\section*{Appendix: Photon chemical potential from absolute photoluminescence of Cu(In,Ga)Se$_2$}

\subsection*{Problem}

A Cu(In,Ga)Se$_2$ absorber is modelled with a band gap $E_g=1.15$~eV (a typical value) and an angle-independent external absorptivity $a(E)=\bar a=0.90$ for $E\ge E_g$ and zero below, all of it generating electron--hole pairs. Light leaves through the front surface only. A laser generates pairs at the same rate per area as a model sun, a black body with $T_s=5800$~K subtending $\Omega_s=6.8\times10^{-5}$~sr at normal incidence (approximate values). The spectral photon flux into the front hemisphere is
\begin{align}
\phi(E_1=1.25~\mathrm{eV})&=2.55\times10^{14}~\mathrm{cm^{-2}s^{-1}eV^{-1}},\nonumber\\
\phi(E_2=1.35~\mathrm{eV})&=6.22\times10^{12}~\mathrm{cm^{-2}s^{-1}eV^{-1}}.\nonumber
\end{align}
These fluxes and $\bar a$ are illustrative. They were chosen to give room temperature and a splitting typical of good absorbers, roughly 0.7~eV. Find (a) the temperature $T$ and the quasi-Fermi-level splitting $\Delta\mu=E_{Fn}-E_{Fp}$, (b) the radiative limit $\Delta\mu_{\rm rad}$, and (c) the external radiative efficiency $Q_e$, the ratio of emitted photons to generated pairs.

\subsection*{The generalised Planck law}

On the electron energy scale the electrochemical potentials of electrons and holes are $E_{Fn}$ and $-E_{Fp}$. Equilibrium of $e+h\rightleftharpoons\gamma$ at temperature $T$ requires $\mu_\gamma=E_{Fn}-E_{Fp}=\Delta\mu$; the electrostatic parts cancel because the pair is neutral. Microscopically, take a conduction and a valence state separated by $E$, with Fermi occupations $f_c$ and $f_v$, and a photon mode of occupation $n$. Balancing absorption $\propto n f_v(1-f_c)$ against emission $\propto (n+1)f_c(1-f_v)$ gives
\begin{equation}
\frac{n}{n+1}=\frac{f_c(1-f_v)}{f_v(1-f_c)}=e^{-(E-\Delta\mu)/kT},\qquad n=\frac{1}{e^{(E-\Delta\mu)/kT}-1}.
\end{equation}
Vacuum has $2E^2/(h^3c^3)$ modes per volume, energy and solid angle. Multiplying by $c$, by $\int\cos\theta\,d\Omega=\pi$ over the hemisphere and, following Kirchhoff, by $a(E)$ yields the law of W\"urfel (1982),
\begin{equation}
\phi(E)=\frac{a(E)\,CE^2}{e^{(E-\Delta\mu)/kT}-1},\qquad C=\frac{2\pi}{h^3c^2}=9.883\times10^{22}~\mathrm{cm^{-2}s^{-1}eV^{-3}}.
\label{eq:gpl}
\end{equation}
It assumes carriers thermalised at $T$, a uniform $\Delta\mu<E_g$, and the absorptivity of the excited sample, here taken equal to the dark one. Intermediate values below are carried unrounded.

\subsection*{(a) Temperature and splitting}

Inverting Eq.~(\ref{eq:gpl}),
\begin{equation}
L_i\equiv\ln\!\left[1+\frac{\bar a CE_i^2}{\phi(E_i)}\right]=\frac{E_i-\Delta\mu}{kT}.
\end{equation}
With $\bar aCE_1^2=1.390\times10^{23}$ and $\bar aCE_2^2=1.621\times10^{23}~\mathrm{cm^{-2}s^{-1}eV^{-1}}$, $L_1=20.1164$ and $L_2=23.9838$. Hence
\begin{align}
kT&=\frac{E_2-E_1}{L_2-L_1}=\frac{0.10~\mathrm{eV}}{3.8674}=25.857~\mathrm{meV},\qquad T=300.1~\mathrm{K},\\
\Delta\mu&=E_1-kTL_1=0.72985~\mathrm{eV}\approx0.730~\mathrm{eV}.
\end{align}
A common calibration error of a factor of two in both fluxes leaves $T$ unchanged and shifts $\Delta\mu$ by $kT\ln2=17.9$~meV. At fixed $\phi(E_1)$, $\partial\Delta\mu/\partial T=-kL_1=-1.73$~meV\,K$^{-1}$, so the slope matters as well: if $a(E_2)$ were 5\% larger than $a(E_1)=0.90$, the same fluxes would give $T=296.3$~K and a splitting higher by 6.5~meV.

\subsection*{(b) Radiative limit}

With $kT_s=0.4998$~eV and $x_s=E_g/kT_s=2.301$, the generation rate per area is
\begin{equation}
\Phi_s=\bar aC\,\frac{\Omega_s}{\pi}(kT_s)^3\int_{x_s}^\infty\frac{x^2\,dx}{e^x-1}=2.97\times10^{17}~\mathrm{cm^{-2}s^{-1}},
\end{equation}
where the integral is 1.2348; $q\Phi_s=47.6$~mA\,cm$^{-2}$ ($q$ is the elementary charge). Define $G(T)=E_g^2+2E_gkT+2(kT)^2$, so that $\int_{E_g}^\infty E^2e^{-E/kT}dE=kT\,G(T)\,e^{-E_g/kT}$. For $E_g-\Delta\mu\gg kT$ the $-1$ in Eq.~(\ref{eq:gpl}) drops out, and the emitted flux is
\begin{equation}
\Phi_{\rm em}=\bar aC\,kT\,G(T)\,e^{-(E_g-\Delta\mu)/kT},
\label{eq:em}
\end{equation}
with $G(T)=1.383$~eV$^2$ and $\bar aC\,kT\,G(T)=3.18\times10^{21}~\mathrm{cm^{-2}s^{-1}}$. For the sun the $-1$ is kept through a factor $B$:
\begin{equation}
\Phi_s=\bar aC\,\frac{\Omega_s}{\pi}\,kT_s\,G(T_s)\,e^{-x_s}B,\qquad B=\frac{\sum_{n\ge1}e^{-nx_s}\left(x_s^2/n+2x_s/n^2+2/n^3\right)}{e^{-x_s}\left(x_s^2+2x_s+2\right)},
\end{equation}
with $G(T_s)=2.972$~eV$^2$ and $B=1.036$. Without non-radiative recombination and without current, $\Phi_{\rm em}=\Phi_s$. Absorbed ambient radiation changes this balance by the fraction $e^{-\Delta\mu/kT}<10^{-12}$. The factor $\bar aC$ cancels:
\begin{equation}
\Delta\mu_{\rm rad}=E_g\!\left(1-\frac{T}{T_s}\right)+kT\ln\frac{T_s}{T}-kT\ln\frac{\pi}{\Omega_s}+kT\ln\frac{G(T_s)}{G(T)}+kT\ln B.
\label{eq:rad}
\end{equation}
Term by term,
\begin{equation}
\Delta\mu_{\rm rad}=(1090.5+76.6-277.7+19.8+0.9)~\mathrm{meV}=910.1~\mathrm{meV}.
\end{equation}
Retaining the $-1$ in the emission alters $\Phi_{\rm em}$ at this splitting by less than $10^{-4}$ of its value. The first three terms alone give 889.4~meV. That short form needs $kT_s\ll E_g$, which fails at $x_s=2.301$; it lies 20.7~meV too low. The largest loss, 277.7~meV, reflects absorption from $\Omega_s$ against emission into the projected solid angle $\pi$. For a cell with flat quasi-Fermi levels and ideal contacts, $qV_{\rm oc}=\Delta\mu$, so Eq.~(\ref{eq:rad}) is also the radiative open-circuit voltage. For GaAs with an approximate gap of 1.42~eV, the same model and temperature give the upper limit 1.162~eV, and the short form 1.145~eV.

\subsection*{(c) External radiative efficiency}

Equation~(\ref{eq:em}) at the splitting of part (a) gives $\Phi_{\rm em}=2.79\times10^{14}~\mathrm{cm^{-2}s^{-1}}$. Since $\Phi_{\rm em}\propto e^{\Delta\mu/kT}$ and equals $\Phi_s$ at $\Delta\mu_{\rm rad}$,
\begin{equation}
Q_e=\frac{\Phi_{\rm em}}{\Phi_s}=\exp\!\left(-\frac{\Delta\mu_{\rm rad}-\Delta\mu}{kT}\right)=\exp\!\left(-\frac{180.2~\mathrm{meV}}{25.857~\mathrm{meV}}\right)=9.4\times10^{-4}.
\end{equation}
Equivalently $\Delta\mu=\Delta\mu_{\rm rad}+kT\ln Q_e$. The deficit of 180.2~meV collects non-radiative recombination and parasitic absorption of luminescence, for instance at the back contact. Using the three-term form as the radiative limit would overstate $Q_e$ by the factor $B\,G(T_s)/G(T)=2.2$.

\subsection*{Limits of the model}

All results are the model's. Its sun delivers $\sigma T_s^4\Omega_s/\pi=139$~mW\,cm$^{-2}$ ($\sigma$ is the Stefan--Boltzmann constant), against 100~mW\,cm$^{-2}$ for the terrestrial standard. Accordingly 47.6~mA\,cm$^{-2}$ exceeds the roughly 35--40~mA\,cm$^{-2}$ typical of such cells. Scaling the black-body flux to 100~mW\,cm$^{-2}$ at fixed spectral shape lowers $\Delta\mu_{\rm rad}$ by 8.5~meV. Band tails, absent from the step absorptivity, lower it further, because sub-gap absorptivity is weighted by $e^{-E/kT}$ in emission but only by about $e^{-E/kT_s}$ in absorption. For a given $\Delta\mu$ the step model therefore underestimates $Q_e$ of an absorber with tails.